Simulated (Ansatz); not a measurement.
# Li₂Pt: energy above lowest point against volume scale

Results calculated with Ansatz 0.2.0, not measured. Free energy against uniform scaling of the volume at fixed shape and fractions; periodic cell, basis, potentials, k mesh and filling as listed.

The cell before it is scaled or strained (space group P6/mmm, No. 191):
```
cell vectors (Å)
   4.1860     0.0000     0.0000
  -2.0930     3.6252     0.0000
   0.0000     0.0000     2.6610
atoms (fractions of the cell vectors)
Li  0.33333  0.66667  0.50000
Li  0.66667  0.33333  0.50000
Pt  0.00000  0.00000  0.00000
```

Settings of every row: functional LDA; dispersion none; potentials all-electron LAPW; k mesh 8x8x11; k shift 0x0x0; occupations fermi dirac; smearing width 0.15 eV; spin none; SCF threshold exponent -9.

Limits: coarse k mesh, up to 40 meV an atom off; no spin-orbit coupling, which can matter with elements this heavy.

| row | volume scale | V (Å³/atom) | energy above lowest point (meV/atom) |
| --- | --- | --- | --- |
| 1 | 0.94 | 12.653 | 0 |
| 2 | 0.97 | 13.056 | 3.2 |
| 3 | 1 | 13.46 | 12.3 |
| 4 | 1.03 | 13.864 | ? |
| 5 | 1.06 | 14.268 | 44.6 |

Question: what energy above lowest point should row 4 give?

Worked fit of energy above lowest point. Take u = (V_r/V)^(2/3) − 1 with V_r = 13.258 Å³ an atom, which is twice the finite (Eulerian) strain; such expansions in the strain, on which the Birch-Murnaghan equation of state is built, carry the rest volume and the bulk modulus. The shown rows have u = 0.03163, 0.01029, -0.01003, -0.04777. Least squares give energy above lowest point = 7.08 − 447.7 × u + 7070 × u² meV/atom; a straight line predicts inner rows, each left out in turn, worse (root mean square 7 against 0.044 meV/atom). All shown rows lie on it to the printed digit. The withheld row has u = -0.02936, so the fit gives 7.08 − 447.7 × (-0.02936) + 7070 × (-0.02936)² = 26.3 meV/atom.

The calculation gave 26.4 meV/atom. The fit lies 0.1 meV/atom (0.22 % of the column's range) below it, one unit of the last digit.
